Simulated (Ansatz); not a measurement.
## Ligand exchange: SiH3Cl + GeH3I → SiH3I + GeH3Cl

Species: SiH3Cl (chlorosilane) `[SiH3]Cl`, singlet; GeH3I `[GeH3][I]`, singlet; SiH3I `[SiH3]I`, singlet; GeH3Cl (chlorogermane) `[Cl][GeH3]`, singlet. The partners trade Cl for I: Si–Cl and Ge–I bonds give way to Si–I and Ge–Cl.

Shapes, held fixed at every level: PBE0-D4/def2-TZVP. Programs: Ansatz 0.2.0. The zero-point and thermal change to 298 K, harmonic and unscaled (PBE0-D4/def2-TZVP), is -0.4 kJ/mol.

```json
{"level": "HF/def2-TZVPP", "kind": "Hartree–Fock", "ΔH(298 K) (kJ/mol)": "+21.7", "less CCSD(T)/def2-TZVPP": "+1.1"}
{"level": "SPW92/def2-TZVPP", "kind": "LDA", "ΔH(298 K) (kJ/mol)": "+20.4", "less CCSD(T)/def2-TZVPP": "-0.2"}
{"level": "r2SCAN-D4/def2-TZVPP", "kind": "meta-GGA", "ΔH(298 K) (kJ/mol)": "+21.1", "less CCSD(T)/def2-TZVPP": "+0.5"}
{"level": "wB97M-V/def2-TZVPP", "kind": "range-separated hybrid", "ΔH(298 K) (kJ/mol)": "+21.6", "less CCSD(T)/def2-TZVPP": "+1.0"}
{"level": "MP2/def2-SVP", "kind": "perturbation theory", "ΔH(298 K) (kJ/mol)": "+22.7", "less CCSD(T)/def2-TZVPP": "+2.1"}
{"level": "CCSD/def2-SVP", "kind": "coupled cluster or CI", "ΔH(298 K) (kJ/mol)": "+21.8", "less CCSD(T)/def2-TZVPP": "+1.2"}
{"level": "CCSD/def2-TZVPP", "kind": "coupled cluster or CI", "ΔH(298 K) (kJ/mol)": "+21.0", "less CCSD(T)/def2-TZVPP": "+0.4"}
{"level": "CCSD(T)/def2-TZVPP", "kind": "coupled cluster or CI", "ΔH(298 K) (kJ/mol)": "+20.6", "less CCSD(T)/def2-TZVPP": "0.0"}
```

The highest level, CCSD(T)/def2-TZVPP, gives ΔH(298 K) = +20.6 kJ/mol; the levels span +20.4 to +22.7. The column of differences is taken from that level and isn't an error. No measured value is set beside it here. For atoms past krypton def2 sets carry core potentials with scalar relativity. Relativity is left out for Ge unless named. Correlated rows may include outer-core shells of Ge, I, which these sets cover unevenly.

The exchange is endothermic at every level, so chlorine on silicon with iodine on germanium is the favoured pairing. Both centres bind chlorine more strongly than iodine, but the gain is larger for silicon. Germanium's filled 3d shell screens the nuclear charge poorly, which makes it more electronegative than silicon. The Si–Cl bond is therefore more polar and gains more from electrostatic attraction, an advantage that largely fades with the softer, less electronegative iodine.

Hartree–Fock already gives +21.7 kJ/mol, so the preference doesn't depend on a large differential correlation energy. Each side has the same number of Si–halogen and Ge–halogen bonds, and much of the error in describing them probably cancels. The close agreement of LDA with CCSD(T) should be read in that light, not as evidence that it gives reliable individual bond energies. Part of the higher MP2 value probably comes from the smaller basis, since CCSD also falls from +21.8 to +21.0 kJ/mol on going to the larger one.
